**Axial deformation of hypothetical hcp tantalum at fixed volume**

The table holds the free-energy change per atom and the pressure of a two-atom hcp Ta cell at nine values of c/a, from plane-wave PAW calculations (Ansatz 0.2.0, LDA, scalar-relativistic, no spin polarisation) on a cell not relaxed at this level. The program integrates the stress difference of the same runs and compares it with the energies, passes a parabola in ln(ratio) through the three central rows, fits repulsive inverse-power pair sums to all rows, and estimates the coupling of c/a to volume. The output places the minimum near ratio 1.01 (c/a about 1.80), well above ideal close packing at 0.917, where the pair sums put it. The parabola overshoots by 209 meV/atom at 0.8 and falls 81 meV/atom short at 1.3, and the stiffness turns negative below a ratio of about 0.89. Stress and energy agree within 1.2 meV/atom, and the effect of volume relaxation is estimated only as an order of magnitude from a rough recalled bulk modulus.

Hcp Ta (2 atoms per cell, starting a = 2.900 Å, c = 5.166 Å, not relaxed at this level), strained along c at fixed volume. Ansatz 0.2.0, scalar-relativistic LDA, plane-wave PAW, no spin polarisation, 420 eV cutoff, Γ-centred 21×21×10 k mesh, Gaussian smearing of 0.15 eV. Free energies are relative to the starting cell; pressure is positive in compression.

## Analysis program

```python
# Table: free-energy change (meV/atom) and pressure (GPa) of hcp Ta against c/a at fixed volume;
# Ansatz 0.2.0, plane-wave PAW, LDA, scalar-relativistic, no spin. Tested: stress-energy identity,
# harmonic form in x = ln(ratio), central pair repulsion, coupling of c/a to volume.
T = {
    'axial_ratio': [0.8, 0.85, 0.92, 0.96, 1.0, 1.05, 1.1, 1.2, 1.3],  # over its starting value
    'energy_change': [155.0, 113.9, 46.9, 15.2, 0.0, 12.0, 57.8, 240.8, 532.1],  # meV/atom
    'pressure': [-10.22, -11.35, -11.97, -12.07, -11.78, -10.82, -9.24, -4.16, 4.21],  # GPa
}
import numpy as np
from scipy.constants import e
from scipy.interpolate import CubicSpline
from scipy.optimize import minimize_scalar, brentq
r = np.array(T['axial_ratio'], float); E = np.array(T['energy_change'], float); p = np.array(T['pressure'], float)
a0, c0, V = 2.900, 5.166, 18.82  # starting cell from the caption (A, A, A^3/atom)
# further outputs of the same runs: stresses (GPa, compression positive), energies (eV per 2-atom cell)
Px = np.array([-12.22954, -14.76128, -15.54927, -14.62568, -12.25993, -8.202045, -3.43572, 8.072617, 22.98628])
Pz = np.array([-6.208558, -4.527065, -4.824614, -6.94773, -10.82817, -16.05481, -20.84915, -28.63063, -33.34696])
F = np.array([0.30994, 0.22787, 0.09387, 0.030463, 0, 0.024042, 0.11564, 0.48167, 1.064237])
E0 = np.array([0.31442, 0.22971, 0.095972, 0.031619, 0, 0.025203, 0.11802, 0.482, 1.062487])
u = V*1e-21/e*1e3  # meV/atom per GPa
x = np.log(r); i = int(np.argmin(abs(r-1))); s = slice(i-1, i+2)
a = a0*r**(-1/3); c = c0*r**(2/3); d = np.sqrt(a**2/3+c**2/4)
D = Px-Pz; g = 2/3*u*D; sm = (E0-F)*500
print(f"1 GPa x V = {u:.1f} meV/atom; start c/a {c0/a0:.3f}; ideal c/a at ratio {np.sqrt(8/3)*a0/c0:.3f}")
print("ratio, c/a, in-plane A, interlayer A, Pacross-Palong GPa, dE/dx meV, zero-smearing shift meV")
for j in range(len(r)):
    print(f"{r[j]:.2f} {c[j]/a[j]:.3f} {a[j]:.3f} {d[j]:.3f} {D[j]:7.2f} {g[j]:6.0f} {sm[j]:5.2f}")
k, b, _ = np.polyfit(x[s], E[s], 2); Eh = b*x+k*x*x
sp = CubicSpline(x, g); Es = np.array([float(sp.integrate(0, t)) for t in x])
n = np.arange(-10, 11); I, J, L = [m.ravel() for m in np.meshgrid(n, n, n)]
def S(q, m):  # lattice sum of (a0/d)^m over hcp neighbours
    A = q**(-1/3); C = c0/a0*q**(2/3); t = 0.0
    for o in ((0, 0, 0), (1/3, 2/3, 0.5)):
        X, Y, Z = I+o[0], J+o[1], L+o[2]
        d2 = A*A*(X*X+Y*Y-X*Y)+C*C*Z*Z
        t += np.sum(d2[d2 > 1e-9]**(-m/2))
    return t
pair = {}
for m in (6, 9, 12):
    y = np.array([S(q, m)-S(1.0, m) for q in r]); Ep = y*(y@E)/(y@y)
    pair[m] = (Ep, minimize_scalar(S, bounds=(0.8, 1.3), args=(m,), method='bounded').x, np.sqrt(np.mean((Ep-E)**2)))
mb = min(pair, key=lambda m: pair[m][2])
B = 200.0  # rough recalled bulk modulus of Ta, GPa
rel = -u*(p**2-p[i]**2)/(2*B)
print(f"meV/atom: ratio, table, parabola, parabola-table, stress integral-table, pair n={mb} minus table, shift on volume relaxation")
for j in range(len(r)):
    print(f"{r[j]:.2f} {E[j]:6.1f} {Eh[j]:6.1f} {Eh[j]-E[j]:7.1f} {Es[j]-E[j]:5.1f} {pair[mb][0][j]-E[j]:7.1f} {rel[j]:5.0f}")
print("table rounding: 0.05 meV/atom, 0.005 GPa; parabola passes through 0.96, 1, 1.05 by construction")
print(f"parabola: b {b:.0f} meV, k {k:.0f} meV, C = 9k/V {9*k/u:.0f} GPa, minimum ratio {np.exp(-b/2/k):.4f}, depth {b*b/4/k:.2f} meV")
x0 = brentq(sp, x[i], x[i+1]); ks = float(sp(x0, 1))/2
print(f"stresses: minimum ratio {np.exp(x0):.4f}, c/a {np.exp(x0)*c0/a0:.3f}, depth {-float(sp.integrate(0, x0)):.2f} meV, C {9*ks/u:.0f} GPa")
print(f"largest gap of stress integral and table {abs(Es-E).max():.1f} meV at ratio {r[np.argmax(abs(Es-E))]:.2f}")
Ci = 3*np.diff(D)/np.diff(x)
print("stiffness C between rows (GPa):")
print("  "+", ".join(f"{r[j]:.2f}-{r[j+1]:.2f}: {Ci[j]:.0f}" for j in range(4)))
print("  "+", ".join(f"{r[j]:.2f}-{r[j+1]:.2f}: {Ci[j]:.0f}" for j in range(4, 8)))
print("inflection of energy from stress spline at ratio", np.round(np.exp(sp.derivative().roots(extrapolate=False)), 2))
for m in pair:
    print(f"pair repulsion n={m}: minimum at ratio {pair[m][1]:.3f}, rms misfit {pair[m][2]:.0f} meV")
print(f"energy ratios: E(1.2)/E(0.8) {E[-2]/E[0]:.2f}, E(1.3)/E(0.8) {E[-1]/E[0]:.2f}; |x| at 0.8, 1.2, 1.3: {-x[0]:.3f} {x[-2]:.3f} {x[-1]:.3f}")
print(f"in-plane contact change 1 to 1.3: {100*(a[-1]/a0-1):.1f} %; interlayer change 1 to 0.8: {100*(d[0]/d[i]-1):.1f} %")
p2, p1, _ = np.polyfit(x[s], p[s], 2); sl = p1+2*p2*x0
print(f"pressure near row 1: slope {p1:.1f} GPa, curvature term {p2:.0f} GPa, lowest at ratio {np.exp(-p1/2/p2):.3f}")
print(f"dx0/dlnV {u*sl/(2*ks):.2f}; -dlnk/dlnV {u*p2/ks:.1f}; pressure rise 1 to 1.3: {p[-1]-p[i]:.2f} GPa")
for Bq in (150.0, B):
    print(f"rough B {Bq:.0f} GPa: row 1 volume {100*p[i]/Bq:.0f} %, energy {-u*p[i]**2/2/Bq:.0f} meV, row 1.3 shift {-u*(p[-1]**2-p[i]**2)/2/Bq:.0f} meV, minimum to ratio {np.exp(x0+u*sl/(2*ks)*p[i]/Bq):.3f}")
print(f"smearing shift: largest {abs(sm).max():.1f} meV at {r[np.argmax(abs(sm))]:.2f} ({100*abs(sm).max()/E[np.argmax(abs(sm))]:.1f} %); at 1.05 {100*sm[i+1]/E[i+1]:.0f} %")
print(f"pressure minus mean stress: largest {abs(p-(2*Px+Pz)/3).max():.3f} GPa")
assert 1.0 < np.exp(x0) < 1.02 and 1.0 < np.exp(-b/2/k) < 1.02
assert abs(Es-E).max() < 5
assert Ci[0] < 0 and Ci[3] > 0
assert all(0.90 < pair[m][1] < 0.94 for m in pair)
```

Running it gives:

```
1 GPa x V = 117.5 meV/atom; start c/a 1.781; ideal c/a at ratio 0.917
ratio, c/a, in-plane A, interlayer A, Pacross-Palong GPa, dE/dx meV, zero-smearing shift meV
0.80 1.425 3.124 2.865   -6.02   -472  2.24
0.85 1.514 3.061 2.915  -10.23   -801  0.92
0.92 1.639 2.982 2.989  -10.72   -840  1.05
0.96 1.710 2.940 3.033   -7.68   -601  0.58
1.00 1.781 2.900 3.078   -1.43   -112  0.00
1.05 1.870 2.853 3.136    7.85    615  0.58
1.10 1.960 2.809 3.195   17.41   1364  1.19
1.20 2.138 2.729 3.315   36.70   2874  0.16
1.30 2.316 2.657 3.438   56.33   4411 -0.88
meV/atom: ratio, table, parabola, parabola-table, stress integral-table, pair n=12 minus table, shift on volume relaxation
0.80  155.0  363.8   208.8  -0.2  -128.4    10
0.85  113.9  197.0    83.1   1.2  -122.8     3
0.92   46.9   55.5     8.6  -0.1   -72.8    -1
0.96   15.2   15.2     0.0   0.0   -34.1    -2
1.00    0.0    0.0     0.0   0.0     0.0    -0
1.05   12.0   12.0     0.0  -0.1    28.0     6
1.10   57.8   54.0    -3.8  -0.0    40.0    16
1.20  240.8  212.8   -28.0   0.3    25.8    36
1.30  532.1  451.1   -81.0  -0.5   -23.9    36
table rounding: 0.05 meV/atom, 0.005 GPa; parabola passes through 0.96, 1, 1.05 by construction
parabola: b -91 meV, k 6900 meV, C = 9k/V 529 GPa, minimum ratio 1.0066, depth 0.30 meV
stresses: minimum ratio 1.0080, c/a 1.796, depth 0.45 meV, C 548 GPa
largest gap of stress integral and table 1.2 meV at ratio 0.85
stiffness C between rows (GPa):
  0.80-0.85: -208, 0.85-0.92: -19, 0.92-0.96: 215, 0.96-1.00: 459
  1.00-1.05: 571, 1.05-1.10: 617, 1.10-1.20: 665, 1.20-1.30: 736
inflection of energy from stress spline at ratio [0.89]
pair repulsion n=6: minimum at ratio 0.917, rms misfit 69 meV
pair repulsion n=9: minimum at ratio 0.917, rms misfit 69 meV
pair repulsion n=12: minimum at ratio 0.917, rms misfit 68 meV
energy ratios: E(1.2)/E(0.8) 1.55, E(1.3)/E(0.8) 3.43; |x| at 0.8, 1.2, 1.3: 0.223 0.182 0.262
in-plane contact change 1 to 1.3: -8.4 %; interlayer change 1 to 0.8: -6.9 %
pressure near row 1: slope 12.8 GPa, curvature term 140 GPa, lowest at ratio 0.955
dx0/dlnV 0.12; -dlnk/dlnV 2.3; pressure rise 1 to 1.3: 15.99 GPa
rough B 150 GPa: row 1 volume -8 %, energy -54 meV, row 1.3 shift 47 meV, minimum to ratio 0.998
rough B 200 GPa: row 1 volume -6 %, energy -41 meV, row 1.3 shift 36 meV, minimum to ratio 1.001
smearing shift: largest 2.2 meV at 0.80 (1.4 %); at 1.05 5 %
pressure minus mean stress: largest 0.004 GPa
```
